The simplest picture of an excitation moves one electron from a filled orbital to an empty one and charges it the difference of the two orbital energies. On that picture the absorption energies of the cation FH3P⁺ could be read off its orbital diagram, and two excitations with the same orbital energy difference would coincide. The table puts the picture to the test. HOMO-1 and HOMO-2 count downwards from the highest filled orbital, LUMO+1 upwards from the lowest empty one; f is the oscillator strength, which measures how strongly the state absorbs; and the weight says how much of the state the named orbital pair accounts for.

Vertical singlet excitations of the cation FH3P⁺ (SMILES F[PH3+], point group C3v) in the gas phase, each with its leading orbital pair. They were calculated by TDDFT at the PBE0/def2-SVPD level in PySCF 2.14.0, with density fitting and core orbitals frozen in the response, at a GFN2-xTB geometry; n/a means that the energy of LUMO+3 is not in the output.

```
state    from      to  energy (eV)      f  weight of the pair  orbital energy difference (eV)
    1    HOMO    LUMO         8.47  0.002                0.99                           10.39
    2  HOMO-1    LUMO         8.47  0.002                0.99                           10.39
    3  HOMO-1  LUMO+1        10.95  0.000                0.50                           12.85
    4  HOMO-2    LUMO        11.22  0.000                0.28                           13.22
    5  HOMO-3    LUMO        11.22  0.000                0.28                           13.22
    6    HOMO  LUMO+1        11.49  0.003                0.46                           12.85
    7    HOMO  LUMO+3        11.61  0.004                0.37                             n/a
    8  HOMO-1  LUMO+3        11.61  0.004                0.37                             n/a
```

The picture gets one step right. From states 1 and 2 to state 3 the orbital energy difference grows by 2.46 eV and the excitation energy by 2.48 eV. Otherwise it fails in two ways. Every excitation that can be compared lies well below its orbital energy difference, and states 3 and 6, which share the difference of 12.85 eV, are 0.54 eV apart.

**Eight states, five levels**

The ion has a threefold axis along the P–F bond. Orbitals that point sideways from such an axis come in pairs of equal energy, called e; an orbital that is symmetric about the axis stands alone and is called a1. HOMO and HOMO-1 form one e pair, HOMO-2 and HOMO-3 another, and LUMO+1 and LUMO+2 a third, while the LUMO is a single a1 orbital.

A jump from an e pair to an a1 orbital can start from either partner, so it gives two states of equal energy, a level called E. States 1 and 2 are such a level, and so are 4 and 5, and 7 and 8. A jump from one e pair to another offers four combinations, which symmetry sorts into one E level and two single states, A1 and A2. State 3 is the A2 state and state 6 the A1 state. The same count holds for any molecule with this symmetry; replacing one of the three hydrogens by another atom would remove the axis and with it the exact degeneracies.

**Why the energies lie below the orbital differences**

An electron that has left a filled orbital leaves a positive hole behind, and the two attract each other. In the exact-exchange part of the functional, the energy of an empty orbital is that of an extra electron, which feels all the electrons already present. An excited electron feels one fewer. The response calculation corrects for this, and the excitation energy E becomes roughly

E ≈ Δε − J/4 + K

where Δε is the orbital energy difference, J is the attraction between electron and hole, and K is a repulsive term that acts in singlet states. The factor of one quarter is the share of exact exchange in PBE0.

The size of the attraction can be estimated for states 1 and 2. The HOMO pair lies about half on fluorine and the LUMO more than half on phosphorus, so hole and electron may be treated crudely as point charges at the two ends of the P–F bond, 1.557 Å apart:

J/4 ≈ (1/4) × 14.4 eV Å / 1.557 Å ≈ 2.3 eV

The calculated lowering is 1.92 eV. Real orbitals are spread over several atoms and K has been left out, so only the order of magnitude counts, and that is right. With a functional that contains no exact exchange, the orbital differences would be smaller and this correction would be absent; the excitation energies would then lie much closer to the orbital differences.

The lowering is almost the same, 1.9 to 2.0 eV, for states 1 to 5. That is why the simple picture got the first step right: a nearly constant shift drops out of a difference. Nothing in the formula demands such constancy, since J and K can both change from state to state, so the close agreement is partly luck. State 6 is the exception, with a lowering of only 1.36 eV.

**Why states 3 and 6 separate**

States 3 and 6 are built from the same two e pairs, and each is an almost equal mixture of two orbital jumps. This is why the table gives them weights near one half. They differ in which jumps are combined. If x and y are the filled partners and X and Y the empty ones, the two states are

A1: (x→X) + (y→Y)

A2: (x→Y) − (y→X)

The repulsive term K depends on the transition density, which is the product of the filled and the empty orbital, summed over the jumps with their signs. For A1 this is xX + yY. If X and Y point the same way as x and y, both products have the same sign all round the axis and reinforce each other. For A2 it is xY − yX, and the two products then cancel at every point. The real orbitals do not match so perfectly, but much of the cancellation should survive.

Theory therefore puts A1 above A2 although the orbital energies are identical, and the calculation agrees. The gap of 0.54 eV is not a pure measure of the repulsion, however. The attraction may differ somewhat between the two combinations, and the two main jumps make up only 0.91 of state 6, against 0.99 of state 3, so that other excitations also have a hand in its energy.

The nitrogen molecule shows the same effect in a simpler setting. Its excitations from the π pair to the π* pair also give an antisymmetric state that lies low and a symmetric one that is pushed up, with a degenerate level between them. The comparison holds for the order of the states but not for their brightness: the symmetric state of nitrogen absorbs strongly, whereas state 6 has an f of only 0.003.

**Why the other levels lose their simple labels**

The comparison with nitrogen also breaks down for the degenerate levels, and the way it does so is instructive. About the axis of a linear molecule, a jump from a π pair to a σ orbital and the degenerate part of a π-to-π* jump carry different angular momentum and cannot mix. A threefold axis no longer tells these two cases apart. Both are simply E, and E excitations that lie close in energy mix.

States 1 and 2 escape because the next E level is 2.75 eV higher (11.22 − 8.47), and a single orbital pair describes them almost completely. Higher up, the E excitations are crowded. State 4, for instance, contains HOMO to LUMO+1, part of an e-to-e jump, with a weight of 0.12 beside its jumps to the LUMO. The jump from the pair HOMO-2 and HOMO-3 to the LUMO is shared almost equally between two levels, with a summed weight of about 0.45 in states 4 and 5 and again in states 7 and 8. The label HOMO to LUMO+3 for state 7 thus names the largest single entry, 0.37, but not the largest contribution once the two degenerate partners are added together.

This also takes the surprise out of the order of states 4 to 6. By orbital energy difference, states 4 and 5 should lie 0.37 eV above state 6; in fact they lie 0.27 eV below it. State 6 has been raised by the repulsive term, while the orbital difference printed for states 4 and 5 belongs to only one of their ingredients. Gaps of this size are comparable with the usual errors of such calculations, and the 0.12 eV between state 6 and states 7 and 8 is smaller still, so the order of these upper levels is less secure than the reasons for their mixing.

**Two kinds of zero**

Symmetry also decides which states can absorb and in which direction, though not why even the allowed ones are so weak here. The E levels can absorb only light polarised across the P–F axis, and the A1 state only light polarised along it. The calculated transition dipoles follow this rule to within about 0.001 au, as the output below shows together with the energy differences used here; so small a remainder is noticeable only beside the tiny dipoles of states 3 to 5. An A2 state can absorb in neither direction, so the zero of state 3 is exact for a rigid ion with exact C3v symmetry.

The zeros of states 4 and 5 are of another kind. These states are allowed to absorb, but their transition dipole is more than twenty times smaller than that of states 7 and 8, with which they share a main ingredient. A plausible reason is that the contributions of the mixed excitations cancel in the lower level and add in the upper one; this has not been tested. Vibrations that distort the ion could lend some intensity to either kind of dark state.

Output of the analysis:

```
Excitation energy against orbital energy difference (eV):
  row  energy  orbital difference  lowering
    1    8.47               10.39      1.92
    2    8.47               10.39      1.92
    3   10.95               12.85       1.9
    4   11.22               13.22         2
    5   11.22               13.22         2
    6   11.49               12.85      1.36
    7   11.61                 n/a       n/a
    8   11.61                 n/a       n/a
Transition dipole (au) and weight of HOMO-2 and HOMO-3 to LUMO:
  row      size  part along P-F  summed weight
    1   0.09896       1.991e-05              0
    2   0.09865       6.808e-05              0
    3  0.001005       4.239e-05              0
    4  0.004376       0.0007393          0.448
    5  0.005271       0.0006037           0.45
    6    0.1012          0.1012              0
    7    0.1135       0.0005485          0.447
    8    0.1151        0.000386          0.445
Step from rows 1/2 to row 3 (eV): 2.48
Same step in orbital energy differences (eV): 2.46
Row 6 above row 3 at the same orbital difference (eV): 0.54
Row 6 above rows 4/5 (eV): 0.27
Orbital difference of rows 4/5 above that of row 6 (eV): 0.37
Rows 7/8 above rows 4/5 (eV): 0.39
Rows 7/8 above row 6 (eV): 0.12
Weight of the two main pairs in row 3: 0.993
Weight of the two main pairs in row 6: 0.908
P-F distance (angstrom): 1.557
Quarter of the point-charge attraction at the P-F distance, order of magnitude only (eV): 2.312
```
